**Ionisation energies of Pt15+ to Pt27+**

The ionisation energy of an ion of charge $q$ is here $\mathrm{IE}(q)=E(q+1)-E(q)$, the difference of two self-consistent total energies, each ion in the configuration that NIST lists as its ground one. The level is scalar-relativistic BLYP without spin polarisation, so every open shell is a spherical average. The column −ε(highest occupied) is the negative Kohn-Sham eigenvalue of the least bound occupied level of the ion before ionisation, and the mean radius $\langle r\rangle$ belongs to that level. In Pt17+ this is 5s while the electron is taken from 4f, so for that row the 4f values of the same calculation are used, with an eigenvalue of −438.12 eV.

Platinum ions Pt15+ to Pt27+ in NIST's ground configurations, computed with Quantum ESPRESSO ld1.x 7.5 as spherical all-electron atoms with scalar-relativistic BLYP, a point nucleus and no spin polarisation; open shells are spread evenly over spin and m. Ionisation energies are differences of total energies; the highest occupied level is that of the ion before ionisation.

| species | Z | charge (e) | electrons | configuration | electron removed from | ionisation energy (eV) | −ε(highest occupied) (eV) | highest level mean radius (bohr) | highest level | NIST table (eV) | stated uncertainty (eV) | computed less table (eV) |
| --- | --- | --- | --- | --- | --- | --- | --- | --- | --- | --- | --- | --- |
| Pt15+ | 78 | 15 | 63 | [Kr] 4d10 4f14 5s2 5p1 | 5p | 338.365 | 326.79 | 0.95751 | 5p | 358 | 17 | -19.6 |
| Pt16+ | 78 | 16 | 62 | [Kr] 4d10 4f14 5s2 | 4f | 417.694 | 397.59 | 0.49111 | 4f | 392 | 20 | 25.7 |
| Pt17+ | 78 | 17 | 61 | [Kr] 4d10 4f13 5s2 | 4f | 458.898 | 436.34 | 0.85433 | 5s | 445 | 22 | 13.9 |
| Pt18+ | 78 | 18 | 60 | [Kr] 4d10 4f12 5s2 | 5s | 480.419 | 467.24 | 0.84119 | 5s | 479 | 24 | 1.42 |
| Pt19+ | 78 | 19 | 59 | [Kr] 4d10 4f12 5s1 | 5s | 507.449 | 494.12 | 0.83377 | 5s | 507 | 25 | 0.449 |
| Pt20+ | 78 | 20 | 58 | [Kr] 4d10 4f12 | 4f | 565.481 | 543.38 | 0.46678 | 4f | 550 | 30 | 15.5 |
| Pt21+ | 78 | 21 | 57 | [Kr] 4d10 4f11 | 4f | 610.643 | 587.93 | 0.45865 | 4f | 610 | 30 | 0.643 |
| Pt22+ | 78 | 22 | 56 | [Kr] 4d10 4f10 | 4f | 657.041 | 633.73 | 0.45095 | 4f | 660 | 30 | -2.96 |
| Pt23+ | 78 | 23 | 55 | [Kr] 4d10 4f9 | 4f | 704.649 | 680.75 | 0.44362 | 4f | 710 | 40 | -5.35 |
| Pt24+ | 78 | 24 | 54 | [Kr] 4d10 4f8 | 4f | 753.445 | 728.96 | 0.43665 | 4f | 760 | 40 | -6.56 |
| Pt25+ | 78 | 25 | 53 | [Kr] 4d10 4f7 | 4f | 803.407 | 778.36 | 0.43000 | 4f | 820 | 40 | -16.6 |
| Pt26+ | 78 | 26 | 52 | [Kr] 4d10 4f6 | 4f | 854.517 | 828.91 | 0.42363 | 4f | 870 | 40 | -15.5 |
| Pt27+ | 78 | 27 | 51 | [Kr] 4d10 4f5 | 4f | 906.756 | 880.61 | 0.41754 | 4f | 930 | 50 | -23.2 |

IE rises in every row. From Pt20+ on the steps grow evenly from 45.2 to 52.2 eV per charge; before that they run 79.3, 41.2, 21.5, 27.0 and 58.0 eV. The shell that loses the electron goes 5p, 4f, 4f, 5s, 5s and then stays 4f.

**From the eigenvalue to the energy difference**

Janak's relation says that the derivative of the total energy with respect to the occupation $n$ of a level is its eigenvalue, $\partial E/\partial n=\varepsilon$. Write $b=-\varepsilon$ for the binding of the level that loses the electron. Integrating over the removal gives $\mathrm{IE}=\int b\,dn$, and if $b$ changes linearly on the way,

$$\mathrm{IE}\approx \tfrac12\,(b_\text{before}+b_\text{after}) = b_\text{before}+\tfrac12 U ,$$

where $U=b_\text{after}-b_\text{before}$ is the distance by which the level sinks when it loses one electron. For Pt20+ the 4f level is bound by 543.38 eV, and by 587.93 eV in Pt21+. So $U=44.55$ eV and $\mathrm{IE}\approx 543.38+44.55/2=565.66$ eV, against 565.48 eV from the total energies. Nothing is fitted.

The check can be made for twelve rows (for Pt19+ the emptied 5s level of Pt20+ is lacking), and in all twelve the mean lies 0.16 to 0.26 eV above IE. Janak's relation holds nearly by construction, so the agreement tests little more than that $b(n)$ is nearly straight. The excess is well above the program's error of about 0.02 eV. Some of it is curvature: $U$ rises by 1.25 eV from Pt20+ to Pt21+, and the trapezoid rule overshoots a convex function by a twelfth of its second difference, 0.10 eV of the 0.17 eV found. That the rest comes from the scalar-relativistic density, which holds large components only and obeys Janak's relation approximately, is a guess.

With the exact functional, −ε of the highest level of a ground state would equal IE. A semilocal functional such as BLYP cancels the self-repulsion of an electron only in part, its energy is curved in $n$, and −ε falls short by about $U/2$: 20 to 26 eV for 4f, 13 eV for 5s, 12 eV for 5p. The ratio −ε/IE is about $1-U/(2\,\mathrm{IE})$. It climbs from 0.961 to 0.971 along Pt20+ to Pt27+ because IE grows by 60 % and $U$ by 18.5 %, so the better ratio comes from the denominator while the shortfall in eV widens. In a neutral atom, where $U/2$ is comparable with IE, the same relation gives a ratio far below one.

**The size of U**

When an electron leaves, the others lose its repulsion. A spherical shell of unit charge at radius $R$ sets up the potential $1/\max(r,R)$ in atomic units, so two electrons of the same orbital repel by less than $\langle 1/r\rangle$ hartree, since the larger of two radii counts. Exchange and the contraction of the remaining density reduce the shift further. This argues for $U=c\,\langle 1/r\rangle$ with $c$ below one. For 4f in Pt20+ the calculation gives $\langle 1/r\rangle=2.562$ bohr⁻¹, hence $c=44.55/(27.21\times 2.562)=0.639$.

Over three different shells $c$ stays between 0.60 and 0.69. The size of the orbital therefore accounts for most of the contrast between 4f ($U$ of 41 to 53 eV, $\langle r\rangle$ below 0.5 bohr) and 5s or 5p (27 and 24 eV, 0.84 and 0.96 bohr). It is no constant, though. From Pt20+ to Pt27+ $\langle 1/r\rangle$ grows by 9.5 % and $U$ by about twice as much. A plausible reading, not isolated by these numbers, is that fewer 4f electrons remain to contract and screen the hole.

**Three parts of a step**

Let $g=\mathrm{IE}-b$, which is close to $U/2$. If ion $q$ loses an electron from shell $s$ and ion $q+1$ from shell $s'$, adding and subtracting the binding of $s'$ in the first ion gives an identity:

$$\mathrm{IE}(q+1)-\mathrm{IE}(q)=\big[b_{s'}(q+1)-b_{s'}(q)\big]+\big[b_{s'}(q)-b_s(q)\big]+\big[g(q+1)-g(q)\big].$$

The first bracket is the sinking of the next level when the previous electron leaves, the second the spacing of the two levels, the third the change of $g$. Within one shell the spacing vanishes and the step is $U$ plus a small remainder, about 0.6 eV in 4f. That is the whole smooth part: from Pt20+ on the step is essentially the shift $U$ of 4f, and about half of its growth goes with the contraction of the shell from 0.467 to 0.418 bohr. The steps Pt16+ → Pt17+ (41.2 eV, 4f) and Pt18+ → Pt19+ (27.0 eV, 5s) are of the same kind and differ by the size of the orbital.

Three steps change shell. From Pt15+ to Pt16+ the loss of 5p lowers 4f by 27.87 eV, 4f already lay 42.93 eV below 5p, and $g$ rises by 8.53 eV on going to a compact shell: 79.33 eV in all. From Pt19+ to Pt20+ the same three terms are 31.91, 17.35 and 8.77 eV. The step from Pt17+ to Pt18+ is the smallest because it goes from a compact shell to a diffuse one: 5s sinks by 30.90 eV, it lay 1.78 eV above 4f, and $g$ falls by 7.60 eV, which leaves 21.52 eV.

**The crossing of 4f and 5s**

The 4f level lies 11.85 eV above 5s in Pt15+ and 8.56 eV above in Pt16+, then 1.78, 12.77 and 17.35 eV below it in the next three ions. The shell potential explains the direction. Before the remaining density relaxes, an orbital closer to the nucleus loses at least as much repulsion as one farther out. So 4f should sink faster than 5s whichever electron leaves, and it does so wherever both levels are known in successive ions. The loss of a 4f electron from Pt16+ lowers 4f by 40.53 eV and 5s by 30.19 eV; the loss of a 5s electron from Pt18+ lowers 4f by 31.47 eV and 5s by 26.88 eV. The two kinds of cross shift are the same mixed second derivative of $E$ and should agree at equal occupations; the four values rise smoothly with charge from 30.2 to 31.9 eV. At high charge the order tends to the hydrogenic one, $n=4$ below $n=5$, and by Pt23+ the empty 5s lies 60 eV above 4f.

Pt17+, Pt18+ and Pt19+ thus have 4f holes beneath occupied 5s. To second order, moving $x$ electrons from 5s to 4f changes the energy by $x(\varepsilon_{4f}-\varepsilon_{5s})+\tfrac12Kx^2$, with $K$ the sum of the two intrashell shifts less the two cross shifts, $41.88+26.88-30.90-31.47=6.4$ eV. For one electron this gives $-12.77+3.2=-9.6$ eV in Pt18+ and $-14.2$ eV in Pt19+. These are estimates, and $K$ is a small difference of large numbers, but the sign in these two ions is hard to overturn: at this level 4f12 5s2 and 4f12 5s1 are very probably not the lowest configurations. The $+1.4$ eV of Pt17+ is too small to call, as is the choice in Pt18+ between one electron moved and two ($-12.7$ eV).

One consequence can be held against the smooth part. If Pt19+ were 4f13, its IE would be about $507.4+14.2=521.6$ eV and the step to Pt20+ about 44 eV in place of 58.0. Continuing the 4f steps backwards gives $45.16-1.24=43.9$ eV. The unevenness from Pt17+ to Pt20+ thus belongs in good part to the imposed configurations, while the sum of the four energies from Pt16+ to Pt19+ depends only on the end points. Nothing follows for the real ions: the exchange gain of parallel spins in the open shells and spin-orbit coupling, both absent here, act differently on these configurations, by amounts that the calculation does not give.

**A hydrogenic formula for the 4f run**

An electron far outside an ion of charge $q+1$ has hydrogenic energies, and penetration can be mimicked by an added charge $\delta$: $\mathrm{IE}=\mathrm{Ry}\,(q+1+\delta)^2/n^2$, with Ry the Rydberg energy and $n=4$. Fitted to the eight rows Pt20+ to Pt27+, $\delta=4.75$. For Pt20+, a row of the fit, $13.606\times 25.75^2/16\approx 564$ eV, about 2 eV below the computed value. The rms misfit is 2.5 eV and the worst row, Pt27+, is off by 5.1 eV or 0.56 % of its IE. A straight line through the same rows (constant $U$, slope 48.8 eV per charge) needs two parameters for 2.7 eV. Residuals row by row are in the output printed after this text.

Both misfits are systematic and far above the digits of the table. The line has no curvature, the hydrogenic formula has second differences of $\mathrm{Ry}/8=1.70$ eV, and the computed ones fall from 1.24 to 1.13 eV. The radii show what is wrong with the picture. A hydrogenic 4f orbital has $\langle r\rangle=18/(q+1+\delta)$ bohr, 0.699 for Pt20+ against the computed 0.467. The 4f shell lies among the 4s, 4p and 4d electrons, whose mean radii in Pt20+ are 0.41 to 0.45 bohr. It feels a steeper field than its energy suggests, because charge at larger radius raises the potential without exerting a force. So $\delta$ is a fitting constant and no effective charge.

Pt16+ and Pt17+ were left out because they carry 5s², and the formula falls 15.6 and 18.9 eV short of them. The sign and rough size follow from the shifts: at given charge, two of the electrons sit in 5s, where each screens 4f by about 31 eV in place of about 42.

**The NIST values**

All the table values are theoretical, with stated uncertainties of 17 to 50 eV, and from Pt20+ on they are multiples of 10 eV. Their steps there are 50 or 60 eV, which makes the column computed less table jagged without any physical cause. Only Pt15+ (−19.6 eV against 17) and Pt16+ (+25.7 against 20) lie outside the uncertainty; the latter is the largest relative error, 6.2 % of the computed IE. For Pt15+ spin-orbit coupling is missing in the direction needed, since the lone electron would occupy 5p1/2, bound more deeply than the scalar-relativistic average; the calculation does not give the amount. The small errors of Pt18+ and Pt19+ refer to the imposed configurations and say little about the functional.

From Pt20+ to Pt27+ the error drifts from +15.5 to −23.2 eV, not monotonically (Pt26+ turns back slightly). A line of slope −4.7 eV per charge leaves 3.3 eV rms, near the 2.9 eV that rounding to 10 eV alone produces. Hund's-rule counting, an exchange gain proportional to $S^2$ with total spin $S$, would make the error most positive at 4f8 and most negative at 4f7; fitted to the same rows it has the expected sign but leaves 8.5 eV. With every one of these rows within about half its uncertainty, and with spin, terms and spin-orbit coupling left out, the drift cannot be charged to BLYP.

**Neighbouring cases**

For Pt28+ the 4f level sinks by 52.81 eV, so the next step should be about $52.81+0.5$ and IE about $906.8+53.3\approx 960$ eV at this level, an extrapolation by one row. When 4f is empty the spacing term returns: in Pt28+ 4d is bound by 1169.95 eV and 4f by 933.42 eV, so a jump of well over 200 eV is to be expected at Pt32+, followed by steps set by the 4d size. A spin-polarised calculation of the same ions would break the smooth run between 4f8 and 4f7, where removal passes from minority to majority spin; the present one cannot show this. In the next heavier element each configuration carries one more unit of charge, 4f lies deeper relative to 5s, and the crossing should come with more electrons left.

Output of the analysis:

```
eV; floors: eigenvalue rounding 0.005, program 0.02. trap=mean(-eps before,after)-IE; c=U/(Ha<1/r>)
 q sh -eps_rem ratio IE+eps trap    U    c  delta err/unc
15 5p  326.79 0.966 11.57  0.23 23.61 0.619  8.93 -1.15
16 4f  397.59 0.952 20.10  0.16 40.53 0.604  5.16 +1.28
17 4f  438.12 0.955 20.78  0.17 41.88 0.615  5.23 +0.63
18 5s  467.24 0.973 13.18  0.26 26.88 0.603 10.71 +0.06
19 5s  494.12 0.974 13.33   nan   nan nan 10.54 +0.02
20 4f  543.38 0.961 22.10  0.17 44.55 0.639  4.79 +0.52
21 4f  587.93 0.963 22.71  0.19 45.80 0.648  4.80 +0.02
22 4f  633.73 0.965 23.31  0.20 47.02 0.656  4.80 -0.10
23 4f  680.75 0.966 23.90  0.21 48.21 0.664  4.79 -0.13
24 4f  728.96 0.968 24.49  0.22 49.40 0.671  4.77 -0.16
25 4f  778.36 0.969 25.05  0.23 50.55 0.678  4.74 -0.42
26 4f  828.91 0.970 25.61  0.24 51.70 0.685  4.70 -0.39
27 4f  880.61 0.971 26.15  0.26 52.81 0.692  4.65 -0.46
step (eV) = shift of next level + level spacing in first ion + change of IE+eps (identity)
15->16 5p->4f 79.33 = 27.87 +42.93 +8.53 | NIST step 34
16->17 4f->4f 41.20 = 40.53  +0.00 +0.67 | NIST step 53
17->18 4f->5s 21.52 = 30.90  -1.78 -7.60 | NIST step 34
18->19 5s->5s 27.03 = 26.88  +0.00 +0.15 | NIST step 28
19->20 5s->4f 58.03 = 31.91 +17.35 +8.77 | NIST step 43
20->21 4f->4f 45.16 = 44.55  +0.00 +0.61 | NIST step 60
21->22 4f->4f 46.40 = 45.80  +0.00 +0.60 | NIST step 50
22->23 4f->4f 47.61 = 47.02  +0.00 +0.59 | NIST step 50
23->24 4f->4f 48.80 = 48.21  +0.00 +0.59 | NIST step 50
24->25 4f->4f 49.96 = 49.40  +0.00 +0.56 | NIST step 60
25->26 4f->4f 51.11 = 50.55  +0.00 +0.56 | NIST step 50
26->27 4f->4f 52.24 = 51.70  +0.00 +0.54 | NIST step 60
eps4f-eps5s eV (5s empty at 23): 15:+11.85 16:+8.56 17:-1.78 18:-12.77 19:-17.35 23:-59.81
5s shift on 4f loss 30.19 30.90; 4f shift on 5s loss 31.47 31.91 eV
rough 5s->4f transfer, curvature K=6.4 eV: one e- 17:+1.4 18:-9.6 19:-14.2 ; two e- at 18: -12.7 eV
hydrogenic delta=4.75 rms 2.54 eV, max 0.56%; resid 20-27: [-1.8 -2.3 -2.4 -2.  -1.   0.5  2.5  5.1]
   left out (5s2 present) q=16,17 resid eV: [-15.6 -18.9]
line slope=48.76 eV/charge rms 2.70 eV, max 0.74%; resid 20-27: [-4.2 -0.6  1.8  3.   2.9  1.7 -0.6 -4.1]
   left out (5s2 present) q=16,17 resid eV: [-51.4 -43.9]
slope of 4*sqrt(IE/Ry) vs q 0.981; hydrogenic 2nd difference 1.70 eV
computed 2nd differences eV: [1.24 1.21 1.19 1.17 1.15 1.13]
<r>4f hydrogenic vs computed bohr: q20 0.699/0.467, q27 0.550/0.418; computed shrink 10.5%
q20->27 growth: U 18.5%, <1/r> 9.5%, IE 60.4%
error 20-27 vs q: slope -4.69 eV, rms 3.3 eV
error 20-27 vs Hund S(n-1)^2-S(n)^2: slope 2.94 eV, rms 8.5 eV
NIST 10 eV rounding floor rms 2.9 eV; beyond unc: q=[15 16]; max |err|/IE 6.2%
```
